## How far do surface states reach into diamond?

Cut a slab of hexagonal diamond and leave both faces bare. The carbon atoms at the faces have lost a neighbour, and the slab gains states close to the Fermi level, where bulk diamond has its gap. How much of these states is found in the middle of the slab, two bilayers or more from either surface?

Ansatz 0.2.0, plane-wave PAW DFT with the LDA, no spin polarization: clean six-bilayer (001) slab of hexagonal diamond, lower half held at bulk positions, upper half relaxed. Cutoff 600 eV, k mesh 39 × 39 × 1, Gaussian smearing 0.1 eV. Plane shares are for states from 0 to 0.25 eV above the Fermi level, all counted as full; heights are from the top atom.

```csv
row,plane share,plane formula,plane height (Å)
1,0.570,C2,-10.518
2,0.093,C2,-8.459
3,?,C2,?
4,?,C2,?
5,0.096,C2,-2.261
6,0.206,C2,-0.125
```

Each row is one bilayer of two carbon atoms, counted from the bottom face (row 1) to the top face (row 6). The plane share is the fraction of the states in the energy window that belongs to that bilayer, whether or not the states are occupied. The plane height is measured from the top of the slab, so it is negative. Rows 3 and 4 are the ones to be worked out.

## Why the states sit at the faces

In bulk diamond every carbon orbital that points at a neighbour pairs with it. The bonding combinations form the filled bands, the antibonding ones the empty bands, and a gap lies between. A surface atom with only three neighbours keeps one orbital without a partner, a dangling bond, whose energy falls between the two sets.

The known shares fit this picture. An even spread would give each bilayer one sixth, about 0.17, yet the bottom bilayer alone has 0.57 and its neighbour only 0.093. The shares themselves show only where the states are, but a count from the same run supports the reading as dangling bonds. Between −0.5 and 1 eV the slab has 4.00 states per cell, just what one orbital on each face gives with two spins.

## How such a state fades inward

An electron meeting a flat potential barrier higher than its energy is a simpler system with the same behaviour. Its wave does not stop at the wall but shrinks by the same factor over each equal distance. Well inside a crystal, a gap state likewise loses a fixed fraction per repeat of the structure, which in hexagonal diamond spans two bilayers.

The likeness ends with the energy dependence. A barrier has only an upper edge, whereas a gap has two, and the decay is slow near either edge and fastest somewhere between. A state deep in a wide gap should therefore hug the surface, and one close to a band edge should reach further in.

## Two faces, two first steps

At the bottom, row 2 has about 0.16 of the share of row 1. At the top, row 5 has nearly half the share of row 6. If each face simply continued its own first step, rows 3 and 4 would together hold 0.083. The known shares already add up to 0.965, so only 0.035 is left if all six sum to one.

The first step at the top is therefore no measure of the decay in the interior. The bottom half of the slab is frozen at bulk positions, but the top bilayer has relaxed: it has flattened, and its link to row 5 has stretched to about 1.8 Å from roughly 1.5 Å. A plausible reading is that the surface state there is built from orbitals of both rows 5 and 6, so that their ratio describes its make-up and not its fading. The frozen bottom face is the mirror image of the top face before it relaxed, and its first step is only 0.16. That fits this reading but does not prove it, since the energy matters too. From −0.5 to −0.25 eV, where most of the states belong to the same relaxed top face, row 5 has only about 0.17 of the share of row 6.

## The estimate

Beyond rows 2 and 5 both tails run through nearly bulk-like diamond, in the same energy window. Successive bilayers differ only in orientation, so as an approximation let each tail keep the same fraction q of its density per bilayer, and let the densities from the two faces add. Row 3 then receives one step from row 2 and two steps from row 5:

row 3 = 0.093 q + 0.096 q²

row 4 = 0.096 q + 0.093 q²

The sum of the two must be the remaining share, so 0.189 (q + q²) = 0.035, which gives q ≈ 0.16. For row 3 this means 0.015 from below plus 0.002 from above, or 0.017. The same sum with the faces exchanged gives 0.018 for row 4. The value of q is close to the first step at the bottom. That ratio was not used as such, though both of its shares enter through the remainder, so the agreement is a sign of consistency and no proof.

## The predictions

- **Row 3 share:** 0.017 ± 0.010.
- **Row 4 share:** 0.018 ± 0.010.
- **Both together:** 0.035 ± 0.002, where the bar covers only the rounding of the known shares.
- **Heights:** −6.40 ± 0.01 Å for row 3, at the frozen bulk spacing, and −4.33 ± 0.03 Å for row 4, midway between its neighbours.

Both shares should lie below every known one and be nearly equal; which is larger is left open. The bar of 0.010 is a judgement. It allows the remainder to be split as unevenly as one to four, because q may differ between the faces. The heights are hardly a test, since the slab's atomic coordinates nearly fix them.

The withheld rows as computed:

```csv
row,plane share,plane formula,plane height (Å)
3,0.020,C2,-6.399
4,0.015,C2,-4.330
```

## What came out

Both shares fall well inside their bars, and both are smaller than any share nearer a surface. Row 3 has 0.020, a little more than predicted, and row 4 has 0.015, a little less. That they would be nearly equal holds only roughly, since row 3 has roughly 30% more than row 4. The heights agree to about 0.001 Å.

The two share results amount to one test. Their sum was settled once the shares were taken to add up to one, as they do, so the two misses had to be equal and opposite. Cutting the remainder in half would have done about as well as the formula. The bar was also generous, more than three times the miss. The analysis printed below sets the forecast beside the alternative in which each face keeps its own first step, scaled down to fit the remainder.

## What the miss teaches

That alternative puts more in row 4 than in row 3, and the calculation has the opposite order. The central values of the forecast lean the same wrong way, but by much less. From the second bilayer to the third, the top face does not have the slower fading, despite its large first step. Measured against its own outermost bilayer it still reaches further in: row 4 has about 7% of the share of row 6, while row 3 has less than 4% of that of row 1. If each tail is given its own q, the two computed shares require about 0.20 per bilayer from below and 0.12 from above. These are two constants drawn from two numbers, so they describe the miss and do not test the model.

A possible cause is that the states of the two faces differ in their wavevector along the surface, or in where they lie within the window, since the decay depends on both. Other energy windows of the same run show how much the step can change. From 0.25 to 0.5 eV, where nearly all the states belong to the top face, row 4 has about a quarter of the share of row 5, and from 0.5 to 1 eV about two fifths. The shares do not separate the effect of energy from that of wavevector, so the exact cause of the miss stays open. If the densities of the two faces simply add, what fails is the assumption that both tails fade alike. A step that changed with depth, but equally on both sides, would still leave row 4 slightly ahead of row 3, because row 5 starts with more than row 2. The rapid fading itself stands, with rows 3 and 4 each holding only about a fifth or less of the share of the next bilayer outward.

## Which surface this describes

The largest share belongs to the frozen bottom face, which no real crystal would keep. The relaxed top face is closer to nature, but the small surface cell forbids the larger rearrangements by which bare diamond surfaces pair up their dangling bonds. Spin was left out too, although so many states near the Fermi level could favour magnetism. The levels are Kohn-Sham levels, and the local density approximation makes the gap of diamond too small, which can alter how fast the tails fade. The program also warns that its exchange-correlation potential is rough in the thin density outside the faces, into which the dangling bonds point. The amount of surface states on a real face may thus be quite different. Their confinement to the outer bilayers rests on the gap beneath, and should last as long as their energies stay away from its edges.

Printed output of the fit:

```
share of an even spread over six bilayers: 0.1667
sum of the four known shares: 0.965
share left for rows 3 and 4 if all sum to one: 0.035
first inward step at the bottom (row 2 over row 1): 0.1632
first inward step at the top (row 5 over row 6): 0.466
common step per bilayer from the remaining share: 0.1597
decay length of the density for that step (angstrom): 1.122
rows 3 and 4 together if the bottom step holds for both tails: 0.03587
rows 3 and 4 together if each face continues its own step: 0.08324
shares (rows 3 and 4 are forecasts and the other rows are inputs):
  row  forecast    rival  computed       miss  rival miss
    1      0.57     0.57      0.57          0           0
    2     0.093    0.093     0.093          0           0
    3    0.0173  0.01515      0.02  -0.002701   -0.004853
    4    0.0177  0.01985     0.015   0.002701    0.004853
    5     0.096    0.096     0.096          0           0
    6     0.206    0.206     0.206          0           0
heights in angstrom (rows 3 and 4 are forecasts and the other rows are inputs):
  row  forecast  computed     miss
    1    -10.52    -10.52        0
    2    -8.459    -8.459        0
    3      -6.4    -6.399   -0.001
    4     -4.33     -4.33  -0.0005
    5    -2.261    -2.261        0
    6    -0.125    -0.125        0
sum of all six computed shares: 1
computed share of rows 3 and 4 together: 0.035
computed step from row 2 to row 3: 0.2151
computed step from row 5 to row 4: 0.1562
states in the window per cell:
  row   states
    1   0.8469
    2   0.1382
    3  0.02972
    4  0.02229
    5   0.1426
    6   0.3061
share of row 1 over share of row 6: 2.767
```
